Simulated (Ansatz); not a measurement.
**Swapping NH2 for F on Si: the HOMO–LUMO gap**

Gas-phase molecules. On one Si centre, n of the NH2 ligands are replaced by F. The HOMO–LUMO gap y in eV at wB97X-V/def2-TZVPP. Shapes: PBE0-D4/def2-TZVP. Flexible molecules stand in one conformer, not always the lowest. Programs: Ansatz 0.2.0.

| molecule | n | y (eV) |
| --- | --- | --- |
| Si(NH2)4 | 0 | 11.84 |
| Si(NH2)3F | 1 | 12.72 |
| Si(NH2)F3 | 3 | ? |
| SiF4 | 4 | 18.01 |

Fit y = c + s·n to the known rows and predict Si(NH2)F3.


1. Means of the 3 rows: n = 1.66667, y = 14.190.
2. Σ(Δn)² = 8.6667, Σ(Δn·Δy) = 13.81, so the slope is 13.81/8.6667 = 1.5935.
3. Intercept: 14.190 − (1.5935) × 1.66667 = 11.534. The largest residual of the fit is 0.41.
4. Si(NH2)F3: 11.534 + (1.5935) × 3 = 16.31 eV.

The run gave 13.60 eV, so the prediction is off by +2.71 eV, more than the largest residual. The steps per swap are uneven (+0.88, +0.44, +4.41), so a line is a poor model. Other levels give for Si(NH2)F3: r2SCAN-D4/def2-TZVPP 7.77; PBE0-D4/def2-TZVPP 9.13; wB97M-V/def2-TZVPP 13.01 eV. Orbital gaps aren't excitation energies, and the LUMO depends on the basis.

The gap follows whichever ligand holds the highest lone pair, not the average composition. As long as one NH2 remains, the HOMO is probably a nitrogen lone pair, which lies well above those of the more electronegative fluorine. The first swaps therefore widen the gap only modestly, likely because fluorine withdraws electron density and fewer nitrogen lone pairs are left to mix and push the top level up. Replacing the last NH2 removes that level altogether and leaves a HOMO of fluorine lone-pair character, hence the jump of 4.41 eV to SiF4. The fit overshoots because SiF4, the only known row without nitrogen, sets most of its slope, and a small residual from three points and two parameters was little test of it. Si(NH2)F3 belongs electronically with the amino-substituted molecules, despite its three fluorines. The gaps alone don't separate the lowering of the HOMO from a shift of the LUMO; the orbital energies themselves would be needed to apportion the jump.
